Student: Two ethylenes 100 Å apart do not interact, and doubles CI is variational. How can it give them an interaction energy?

Lecturer: Variational only bounds the energy from above. Keep one π pair per molecule, in orbitals localized on each. Put the reference π² at zero and π*² at 2D, coupled to it by the exchange integral K = (ππ*|ππ*) > 0. Single excitations decouple because π and π* differ in symmetry, and at infinite separation each molecule keeps its own symmetry. One unit is a 2×2 problem with the exact root E₁ = D − √(D² + K²).

Student: And N units?

Lecturer: CID takes the reference plus N doubles, each with coefficient c. Projection gives E = NKc and K + (2D − E)c = 0, so E² − 2DE − NK² = 0 and

E_CID(N) = D − √(D² + NK²).

Full CI has H as a sum of commuting unit Hamiltonians, so E = N·E₁.

Student: You dropped doubles with one electron excited on each molecule.

Lecturer: They couple to the reference through the transition-dipole interaction, ∝ R⁻³. That is dispersion, ∝ R⁻⁶, and it vanishes here. What matters is the missing quadruple, both units in π*². For the dimer,

ΔE = E_CID(2) − 2E₁ = 2√(D² + K²) − √(D² + 2K²) − D = K⁴/(4D³) − 3K⁶/(8D⁵) + …

The leading term is positive, a repulsion independent of distance. For N units it is N(N − 1)K⁴/(8D³), one K⁴/(4D³) per pair of units.

Student: CCD also has only double amplitudes.

Lecturer: But exp(T) gives the product of factors (1 + tτ), τ exciting one unit, so the quadruple appears with coefficient t². Projecting the dimer on one double gives K + 2Dt + Kt² − (2Kt)t = 0, that is K + 2Dt − Kt² = 0, the monomer equation, while CID has K + 2Dc − NKc² = 0. Hence Kt = E₁, and CCD equals full CI in this model. MP2 gives −K²/[2(ε* − ε)] per unit, with the orbital-energy gap: not exact, but additive, since each term lives on one unit.

Student: Fourth order in K sounds negligible.

Lecturer: Try it. With zero differential overlap D = 2|β|, the vertical triplet lies at √(D² + K²) − K, and the π* occupation is n* = 2t²/(1 + t²) = 1 − D/√(D² + K²). For ethylene I chose D = 6.8 eV, K = 3.1 eV so that the model has the triplet at 4.4 eV and n* = 0.09, both typical. Twisting by θ scales D by cos θ at fixed K. The silicon rows are illustrative: a disilene-like bond, and a symmetric Si(100) dimer chosen to have n* near the typical 0.3. "Lost" is ΔE/|2E₁|.

Unit | D, K (eV) | K/D | n* | E₁ (eV) | ΔE (kcal/mol) | K⁴/(4D³) (kcal/mol) | lost (%)
C₂H₄ planar | 6.8, 3.1 | 0.46 | 0.09 | −0.67 | 1.3 | 1.7 | 4.1
Si₂H₄-like | 3.0, 2.0 | 0.67 | 0.17 | −0.61 | 2.0 | 3.4 | 7.3
C₂H₄, 60° | 3.4, 3.1 | 0.91 | 0.26 | −1.20 | 5.9 | 13.5 | 10.6
Si(100) dimer | 1.8, 1.8 | 1.00 | 0.29 | −0.75 | 4.0 | 10.4 | 11.6
C₂H₄, 90° | 0.0, 3.1 | ∞ | 1.00 | −3.10 | 42 | diverges | 29.3

In the first row CID gives −1.291 eV for the pair against 2E₁ = −1.347 eV, so ΔE = 0.056 eV. That 1.3 kcal/mol exceeds kT at 298 K, 0.59 kcal/mol.

Student: The quartic formula misses even there.

Lecturer: The next term is −(3/2)(K/D)² times the first, a reduction by 31 % for planar ethylene. The series converges only for 2K² < D², K/D < 0.71, so in the last three rows only the closed form means anything.

Student: The silicon dimer is the more diradical, yet twisted ethylene has the larger ΔE.

Lecturer: Separate shape from scale. The lost fraction depends on x = K/D alone and rises down the table, from x²/4 at small x to 1 − 1/√2 at D = 0. The x²/4 is t², the weight of the partner's excitation: CID forbids a unit to correlate while its partner is excited. The absolute ΔE is that fraction times |2E₁|, and carbon's compact orbitals, with the larger K, supply the larger scale. At D = 0, ΔE = (2 − √2)K = 0.586 K.

Student: And the √N growth?

Lecturer: Only beyond N* = D²/K², where E → D − K√N. Below it E is nearly linear, −NK²/(2D). N* is 4.8 for planar ethylene and 1.0 for the silicon dimer. The model's ethylene energy per unit is −0.67, −0.51 and −0.25 eV at N = 1, 10 and 100, and tends to zero.

Student: Counterpoise should fix it.

Lecturer: No. Ghost functions add basis, not electrons, so the monomer still sees no partner. Subtracting the CID energy of the far-separated dimer removes the constant, but whatever part changes as D and K change on approach stays in.

Student: So real ethylenes are off by 1.3 kcal/mol in CID?

Lecturer: That number is the π model's, and it is far too small for a valence calculation. Ethylene has six valence pairs. For fragments of m equal independent pairs, ΔE = 2√(D² + mK²) − √(D² + 2mK²) − D, initially m²K⁴/(4D³). Crudely giving all six the π parameters and ignoring inter-pair correlation, the model yields 20 kcal/mol, 16 times the π value. The silicon rows need caution too: real surface dimers typically buckle and couple along the row. Buckling lets singles in, and CCD then stops being exact, though it stays additive for separated units.